**How steep is the wall? Molybdenum squeezed along one direction**

This crystal of molybdenum is strained along y only, while its x and z lengths are held. Eight strains have results, from 5 % compression to 10 % stretch. The question is what the energy, stress and pressure become at 7.5 % and 10 % compression, and how far a forecast from the eight known rows deserves trust.

Simple hexagonal Mo (P6/mmm, one atom per cell, a = 2.736 Å, c = 2.555 Å, not relaxed at this level) is strained along y, in the layer and perpendicular to a, with x and z held. Ansatz 0.2.0, plane-wave PAW DFT, PBEsol, scalar-relativistic, no spin polarisation, 420 eV cutoff, 18×18×18 k mesh, 0.15 eV Gaussian smearing. Energies are free energies relative to zero strain.

| strain | energy change (meV/atom) | tensile stress along pattern (GPa) | pressure (GPa) |
| --- | --- | --- | --- |
| -0.1 | ? | ? | ? |
| -0.075 | ? | ? | ? |
| -0.05 | 29.3 | -14.23 | 8.93 |
| -0.025 | 4.5 | -5.28 | 2.10 |
| 0 | 0.0 | 1.36 | -3.74 |
| 0.025 | 9.9 | 6.22 | -8.72 |
| 0.05 | 32.2 | 11.02 | -12.94 |
| 0.075 | 66.3 | 15.23 | -16.47 |
| 0.0875 | 87.2 | 17.07 | -18.01 |
| 0.1 | 110.4 | 18.90 | -19.42 |

Strain is the fractional change of the length along y, negative in compression. The tensile stress along the pattern is the stress along y, positive when the crystal is under tension. Pressure is minus the mean of the stresses along x, y and z. The energy change is counted from the row at zero strain, which is not stress-free: the crystal there is already under slight tension along y and, as its symmetry and the pressure imply, under much stronger tension along z. With x and z held, the energy minimum of this scan lies a little on the compressed side.

**What the squeeze does to the atoms**

Each atom has four neighbours in its layer that sit at a slant to y. Compression brings them closer, from 2.74 Å at zero strain to 2.53 Å at 10 % compression, while the contacts along x and z keep their length. The volume falls in the same proportion as the length along y, because the sides can't bulge.

A diatomic molecule shows in simple form what should follow. Push its two atoms together and the bond gets stiffer; pull them apart and it gets softer. Overlapping electron shells repel more and more strongly, and squeezed electrons gain kinetic energy faster than bonding repays it. The likeness ends there, since a metal has many neighbours at several distances, and its bonding electrons are shared by all of them.

The known rows do show the stiffening. They can't show how much of it comes from the closing contacts and how much from the shrinking volume, since the two change together. Between 5 % and 2.5 % compression the stress changes by 358 GPa per unit strain; at the stretched end the figure is 146 GPa. The same picture gives a first guess for another crystal with clamped sides: find the contacts that the strain shortens, and expect the response to stiffen as they close.

**An uneven bend, and a smooth one**

The stress curve doesn't soften evenly as the crystal is stretched. Its steepness falls quickly around zero strain and then stays almost level, at 194 and 192 GPa, over the two steps up to a strain of 0.05. Bands that cross the Fermi level may cause this, or the k mesh and the smearing; no calculation here decides between them.

The pressure has no such feature and bends smoothly through all the known rows. Since it averages the three stresses, the unevenness along y must be largely balanced by the stresses along x and z. That makes pressure the easier quantity to extend, and the stress along y the riskier one.

**From stress to energy**

The simplest model is Hooke's law, a straight line for the stress. Taken from the rows on either side of zero strain, it has a steepness of 230 GPa and ignores the stiffening. A better model lets the line bend, with a cubic in strain fitted to the stresses of the eight known rows. A second cubic is fitted to their pressures.

The energy then needs no fit of its own. With x and z held, the cross-section on which the stress acts stays constant, so the work per atom is stress × change of strain × volume of the unstrained cell. On the known rows the energy steps agree with this work to within 0.6 meV, using the average stress of each step. This checks that the columns are consistent, but it can't vouch for a stress that is still unknown.

The estimate for 7.5 % compression can be done by hand. The cubic puts the stress there at −25.1 GPa, and the last known row has −14.2 GPa.

- Average compressive stress over the step: (14.2 + 25.1)/2 ≈ 19.7 GPa.
- Work: 19.7 GPa × 0.025 × 16.56 Å³ ≈ 8.2 GPa Å³, or about 51 meV, as 1 GPa Å³ is about 6.2 meV.
- Energy change: 29.3 meV at the last known row plus 51 meV, which is about 80 meV per atom.

Integrating the curved stress instead of averaging its ends gives 79.5 meV. This row took no part in the fit.

**The forecast**

The error bar comes from a second curve, a constant plus one exponential, fitted to the same eight rows. The bar is the distance between the two curves plus the typical error of the cubic when each known row in turn is left out. For the energy, both parts are carried through the work. This is a rule for caution and has no fixed statistical confidence.

| Strain | Stress along y (GPa) | Pressure (GPa) | Energy change (meV/atom) |
|---|---|---|---|
| −0.075 | −25.1 ± 2.2 | 16.8 ± 0.3 | 79.5 ± 3.8 |
| −0.1 | −39.0 ± 4.5 | 25.9 ± 0.9 | 162 ± 12 |

In words, the stress should grow more compressive, and its steepness should increase in both steps. The pressure should rise in growing steps and is the safest forecast. The energy should climb well above the parabola of Hooke's law, which gives only 56 and 105 meV. No jump or soft spot is expected, but the uneven bend warns that one can't be excluded.

The withheld rows as computed:

| strain | energy change (meV/atom) | tensile stress along pattern (GPa) | pressure (GPa) |
| --- | --- | --- | --- |
| -0.1 | 156.2 | -35.92 | 26.34 |
| -0.075 | 78.9 | -24.27 | 16.97 |

**Hits and misses**

All six computed values lie within their error bars. They belong to one deformation curve, so they don't amount to six independent successes. The stress curve does steepen in both steps, to 402 and then 466 GPa, and the pressure rises in growing steps. There is no sign of a jump or a soft spot at these two strains.

The clearest miss is the stress at 10 % compression. The forecast was too compressive by 3.1 GPa, about 9 % of the computed stress. At 7.5 % compression it erred the same way, by 0.9 GPa. The crystal stiffened, but less than the cubic had foreseen.

The uneven bend probably explains how the cubic went astray, though no other fit here tests this. Around zero strain the steepness changes fast, and the cubic carried this rapid change on into the compressed region. The computed steepness kept growing there at a gentler rate. Why the bend is so sharp near zero remains open, so this concerns only the error of the fitted curve and leaves the electronic cause unsettled.

The exponential, which served only for the error bar, would have come closer to the stress in both rows, with misses of about 0.7 GPa on the other side. It had fitted the known stresses less well than the cubic. A closer fit inside the known range therefore didn't bring a better forecast outside it. Two rows are too few to make the exponential the general choice.

The pressure forecasts were low by 0.2 and 0.5 GPa, much closer than those for the stress. Against the energy the verdict is mixed: relative to the computed values, pressure did better at 10 % compression and slightly worse at 7.5 %. The smooth known curve was a fair sign of what could be extended, though not a perfect ranking.

The energy at 10 % compression was forecast 5.5 meV too high, or 3.5 % of the computed energy change. This is a smaller relative error than that of the stress because energy adds up the stress along the way. The forecast started from a known energy, and the stress error grew to its full 3.1 GPa only at the end of the path.

**What an engineer may take from it**

Hooke's law is the costly simplification here. At 10 % compression it gives 105 meV where the calculation gives 156 meV, so about a third of the energy is missing. The cubic removes most of that error, even in the row where its stress is least accurate.

These numbers describe a crystal between rigid side walls. None of the slopes is a Young's modulus, and here the walls do more than stop a bulge. Between 2.5 % compression and 2.5 % stretch, the stress along x in the same runs changes by 16.1 GPa, but the stress along y by only 11.5 GPa. In a stable hexagonal crystal the strained direction must respond more strongly than the one at right angles to it in the layer. Without its walls this lattice is therefore expected to give way, growing along one of these directions and shrinking along the other.

The same comparison shows a limit of the contact picture. The slanting contacts lie closer to y than to x, so forces along them alone would load y more. The shared electrons must matter too. The crystal is a simple hexagonal form with one atom per cell, not the body-centred cubic metal of the workshop. Absolute stresses carry one more doubt, as the PBEsol functional was used with atomic datasets made for PBE, and the size of that effect is unknown.

The printed output below gives the fitted curves, the error bars and the misses in full.

The analysis program printed:

```
fit of sy on 8 rows: constant 1.254 +/- 0.18, coefficient of strain 238.3 +/- 4.2, coefficient of strain**2 -1124 +/- 97, coefficient of strain**3 5218 +/- 1156; rms 0.189, worst 0.025 0.37, leave-one-out rms 0.624
  rows outside the fit (model, value, miss): -0.1 -39.04, -35.92, -3.12; -0.075 -25.14, -24.27, -0.874
fit of sy on 8 rows: constant 35.39 +/- 0.43, coefficient of exp(-s*strain) -34.41 +/- 0.47, s 7.183; rms 0.336, worst -0.025 -0.505, leave-one-out rms 0.869
  rows outside the fit (model, value, miss): -0.1 -35.18, -35.92, 0.74; -0.075 -23.58, -24.27, 0.69
fit of pressure on 8 rows: constant -3.744 +/- 0.0042, coefficient of strain -216 +/- 0.099, coefficient of strain**2 695.9 +/- 2.3, coefficient of strain**3 -1032 +/- 27; rms 0.00445, worst -0.025 0.00825, leave-one-out rms 0.0164
  rows outside the fit (model, value, miss): -0.1 25.85, 26.34, -0.489; -0.075 16.81, 16.97, -0.161
fit of pressure on 8 rows: constant -36.01 +/- 0.037, coefficient of exp(-s*strain) 32.24 +/- 0.041, s 6.658; rms 0.0274, worst 0.05 0.0369, leave-one-out rms 0.064
  rows outside the fit (model, value, miss): -0.1 26.73, 26.34, 0.39; -0.075 17.11, 16.97, 0.138
error bar of the stress forecast at strain -0.1 and -0.075, GPa: -0.1 4.481, -0.075 2.188
error bar of the pressure forecast at strain -0.1 and -0.075, GPa: -0.1 0.8952, -0.075 0.3159
energy forecast at strain -0.1 and -0.075, meV/atom: -0.1 161.7, -0.075 79.47
error bar of the energy forecast, meV/atom: -0.1 12.14, -0.075 3.75
computed energy at strain -0.1 and -0.075, meV/atom: -0.1 156.2, -0.075 78.9
energy forecast less computed value, meV/atom: -0.1 5.516, -0.075 0.5668
steepness of the Hooke line, GPa: 230
Hooke line stress at strain -0.1 and -0.075, GPa: -0.1 -21.64, -0.075 -15.89
Hooke parabola energy at strain -0.1 and -0.075, meV/atom: -0.1 104.8, -0.075 56.32
stress slope between neighbouring rows from -0.1 upwards, GPa: -0.075 466, -0.05 401.6, -0.025 358, 0.0 265.6, 0.025 194.4, 0.05 192, 0.075 168.4, 0.0875 147.2, 0.1 146.4
pressure slope between neighbouring rows from -0.1 upwards, GPa: -0.075 -374.8, -0.05 -321.6, -0.025 -273.2, 0.0 -233.6, 0.025 -199.2, 0.05 -168.8, 0.075 -141.2, 0.0875 -123.2, 0.1 -112.8
largest gap between energy step and trapezoid work on the known rows, meV/atom: 0.5646
length of the four slanting contacts in all rows, angstrom: -0.1 2.534, -0.075 2.584, -0.05 2.634, -0.025 2.685, 0.0 2.736, 0.025 2.787, 0.05 2.839, 0.075 2.891, 0.0875 2.917, 0.1 2.944
```
